An electron in a crystal has a ladder of allowed energies for each way in which its wave can change phase from cell to cell. A band diagram collects these ladders, and a calculation samples them at separate points. For boron nitride in the wurtzite structure, a wide-gap insulator in which every atom has four neighbours, five such points are open to view below and two are covered. How much of the two covered ladders follows from the other five?

ABACUS 3.10.1, PBE in plane waves (cutoff 1142.88 eV) with norm-conserving, scalar-relativistic PseudoDojo 0.4.1 standard pseudopotentials, for wurtzite BN at fixed geometry, without spin polarisation or spin-orbit coupling. The k mesh is 12×12×6, with Fermi-Dirac smearing of 0.05 eV; energies are counted from the highest filled level on the mesh.

| point a (reciprocal cell vector) | point b (reciprocal cell vector) | point c (reciprocal cell vector) | level under 4 (eV) | level under 3 (eV) | level under 2 (eV) | level under 1 (eV) | level over 1 (eV) |
| --- | --- | --- | --- | --- | --- | --- | --- |
| 0.0000 | 0.0000 | 0.0000 | ? | ? | ? | ? | ? |
| -0.2500 | 0.2500 | 0.0000 | ? | ? | ? | ? | ? |
| 0.5000 | 0.5000 | 0.0000 | -6.849 | -4.933 | -4.357 | -2.095 | 6.767 |
| 0.3333 | 0.3333 | 0.0000 | -7.152 | -5.378 | -5.367 | -5.367 | 5.272 |
| 0.3333 | 0.3333 | 0.3333 | -8.441 | -6.667 | -3.502 | -3.502 | 7.844 |
| 0.0000 | 0.0000 | 0.5000 | -1.162 | -1.162 | -1.162 | -1.162 | 9.468 |
| 0.3333 | 0.3333 | 0.5000 | -7.640 | -7.640 | -3.014 | -3.014 | 9.319 |

The three coordinates in each row fix the phase change along the three cell edges. The first row is the zone centre, where all cells are in step. The second lies halfway from there to the third row, which is called M. A whole extra cycle of phase changes nothing, so the first coordinate of M may equally be taken as minus one half, and the second row is then exactly half of it. The next rows are K, a point two thirds of the way from K to H, then A and H. "Level under 1" is the highest filled level and "level over 1" the lowest empty one; their difference at the same point is the direct gap.

All energies count from the valence top, the highest filled level found on the mesh. None of the five open points reaches zero, so the top lies elsewhere, and theory favours the centre. The upper filled states are mainly nitrogen p states, which are pushed down when they mix with boron states lying higher in energy. At the centre, symmetry forbids the p states in the plane of the layers to mix with s states, and their contacts with the boron p states partly cancel. Two such states, equal by symmetry, should therefore share the value 0.

The third p state points along the hexagonal axis. The cell measures 4.227 Å along this axis and 2.554 Å along each edge in the plane, which makes it about 1.4 per cent longer than the ideal shape. Such a stretch favours the in-plane pair as the top. The axial state should then lie a little lower. The forecast of -0.3 eV is a rough recalled size for this splitting and not a result of the model.

The fourth level can be reached from A, where four filled levels coincide at -1.162 eV. The crystal repeats along its axis only after two layers, but a half turn combined with a shift by one layer also maps it onto itself. At A this screw operation, together with the reversibility of the motion, forces the levels into pairs. Towards the centre the partners separate, because there the wave is either in step from layer to layer or reversed, and these two patterns have different energies.

H shows how such a separation can run. Its lower filled pair, at -7.640 eV, appears to have split at the inner point towards K into -6.667 and -8.441 eV. The upper partner has risen by 0.97 eV and the lower has fallen by only 0.80 eV, so the fall is 0.82 of the rise. If the levels of A behave alike, two of them rise by 1.162 eV to reach zero and the other two fall by $0.82\times1.162\approx0.96$ eV. That puts the fourth filled level at the centre near -2.1 eV. The ratio is borrowed from another pair, and from only a third of the way along its line, so this is an analogy and not a derivation.

For the point halfway to M the simplest guide is that energies are periodic in the phase. The smoothest curve with this property through two given end values is a single cosine,

$$E(s)=\frac{E_0+E_M}{2}+\frac{E_0-E_M}{2}\cos(\pi s),$$

where $E_0$ and $E_M$ are the energies at the centre and at M, and $s$ runs from 0 to 1 between them. Halfway the cosine vanishes and the mean of the two ends remains. For the highest filled level this gives $(0-2.095)/2\approx-1.05$ eV.

The line from K to H, which has an inner point, offers a trial of the same idea. There a cosine between the ends misses the highest filled level by 0.10 eV, out of a change of 2.35 eV along the line, and the lowest empty one by 0.46 eV out of 4.05 eV. Part of the second miss may come from the pairing at H: levels that meet there can cross with a slope, which a cosine, flat at both ends, cannot follow. The empty states are nevertheless given the wider error bar. All the bars below are judgements and not statistical errors.

The lowest empty level at the centre needs one more piece of information. The smallest direct gap on the whole mesh, covered points included, is 8.29 eV. If the valence top is at the centre, the empty level there cannot be lower than this. The open points all have larger direct gaps, the smallest being 8.86 eV at M, so the centre is a natural candidate for the minimum itself. With 8.29 eV at the centre and 6.767 eV at M, the mean halfway is 7.5 eV.

| Point | Level | Forecast (eV) | Range (eV) |
|---|---|---|---|
| centre | level under 1 and level under 2 | 0 | equal within rounding |
| centre | level under 3 | -0.3 | -0.6 to 0 |
| centre | level under 4 | -2.1 | -2.4 to -1.8 |
| centre | level over 1 | 8.29 | 8.29 to 9.0 |
| halfway to M | level under 1 | -1.05 | -1.5 to -0.7 |
| halfway to M | level over 1 | 7.5 | 7.0 to 8.5 |
| halfway to M | direct gap | 8.6 | 8.29 to 9.7 |

The range for the empty level halfway to M reaches further up than down, because this band seems to rise from the centre towards A and might first do so towards M as well. The deeper filled levels halfway to M carry no forecast: bands may cross on the way, and a mean of levels that belong to different bands has no meaning.

The withheld rows as computed:

| point a (reciprocal cell vector) | point b (reciprocal cell vector) | point c (reciprocal cell vector) | level under 4 (eV) | level under 3 (eV) | level under 2 (eV) | level under 1 (eV) | level over 1 (eV) |
| --- | --- | --- | --- | --- | --- | --- | --- |
| 0.0000 | 0.0000 | 0.0000 | -2.099 | -0.274 | 0.000 | 0.000 | 8.394 |
| -0.2500 | 0.2500 | 0.0000 | -3.770 | -3.730 | -1.603 | -1.135 | 7.326 |

The filled levels at the centre come out in the expected order. Two stand at zero, which confirms where the valence top of this mesh lies, and the third is 0.27 eV lower. The count also tells which way the p states point. At the centre the threefold symmetry makes in-plane p states come in equal pairs, while axial ones stand alone, so the pair at the top lies in the plane and the single level below it is the axial state.

The fourth level, at -2.10 eV, agrees with the forecast to about 0.02 eV, closer than a borrowed ratio deserves. Had the levels of A separated evenly, the estimate would have been -2.32 eV, still inside the range. The sound part of the argument is the pairing, which ties the levels at the centre to those at A. Cubic boron nitride makes the origin of this level plain: its smallest cell spans a single layer, so the corresponding state appears at the edge of its zone instead of at the centre.

The empty level at the centre is 8.39 eV, within its range but 0.10 eV above the forecast. The number is nearly right, yet the assumption behind it is wrong: the centre does not have the smallest direct gap. Nor does the point halfway to M, at 8.46 eV. The minimum of 8.29 eV belongs to another point of the mesh.

Halfway to M the highest filled level is -1.14 eV, about 0.09 eV below the mean. The lowest empty level, 7.33 eV, misses by 0.20 eV, also on the low side, so the room left for an initial rise was on the wrong side. The wrong starting value at the centre is not to blame, since the computed one would raise the mean to $(8.394+6.767)/2\approx7.58$ eV and enlarge the miss. The lowest empty level falls faster in the first half of the way than in the second, which a single cosine cannot reproduce. The full list of levels has two empty ones at the same energy at the centre, so two bands start there. Whether the lower of them stays the lowest all the way to M, or another band crosses it, these rows do not show.

The direct gap halfway to M, forecast at 8.6 eV, comes out about 0.1 eV lower, at 8.46 eV. It hides most of the movement of the levels. From the centre to the halfway point the highest filled and the lowest empty level each fall by about 1.1 eV, while the gap between them changes by only 0.07 eV. If the two curves also run nearly parallel in between, their difference is shallow, and a small change in either can move its minimum away from a point of high symmetry. That may be why the centre lost its place as the smallest direct gap, though these rows do not test it.

For the material as an insulator another pair of levels matters more. The lowest empty level of the mesh is at K, 5.27 eV above the valence top at the centre, so the smallest gap is indirect: light alone cannot bridge it without a change of phase supplied, for instance, by a lattice vibration. The functional used here normally makes such gaps too small, and a mesh can step over the true band edge. The 5.27 eV should therefore not be read as a measured threshold. The printed analysis after this text gives the cosine trial on the line from K to H and every forecast beside its miss.

Output of the analysis:

```
Direct gap at each point in eV:
     row  direct gap
     0.0       8.394
   -0.25       8.461
     0.5       8.862
  0.3333       10.64
  0.3333       11.35
     0.0       10.63
  0.3333       12.33
Cosine test between K and H, highest filled level, estimate in eV: -3.602
Cosine test, highest filled level, estimate less computed in eV: -0.1002
Cosine test between K and H, first empty level, estimate in eV: 8.307
Cosine test, first empty level, estimate less computed in eV: 0.4632
Deep pair of H, rise of upper member at the inner point in eV: 0.973
Deep pair of H, fall of lower member at the inner point in eV: 0.801
Ratio of fall to rise: 0.8232
Centre, fourth filled level if the pair of A separated evenly in eV: -2.324
Centre, fourth filled level, forecast in eV (range -2.4 to -1.8): -2.119
Centre, fourth filled level, forecast less computed in eV: -0.01959
Centre, third filled level, forecast -0.3 (range -0.6 to 0), forecast less computed in eV: -0.026
Centre, second filled level, forecast 0, forecast less computed in eV: 0
Centre, highest filled level, forecast 0, forecast less computed in eV: 0
Centre, first empty level, forecast 8.29 (range 8.29 to 9.0), forecast less computed in eV: -0.104
Halfway to M, highest filled level, forecast in eV (range -1.5 to -0.7): -1.048
Halfway to M, highest filled level, forecast less computed in eV: 0.0875
Halfway to M, first empty level, forecast in eV (range 7.0 to 8.5): 7.528
Halfway to M, first empty level, forecast less computed in eV: 0.2025
Halfway to M, direct gap, forecast in eV (range 8.29 to 9.7): 8.576
Halfway to M, direct gap, forecast less computed in eV: 0.115
```
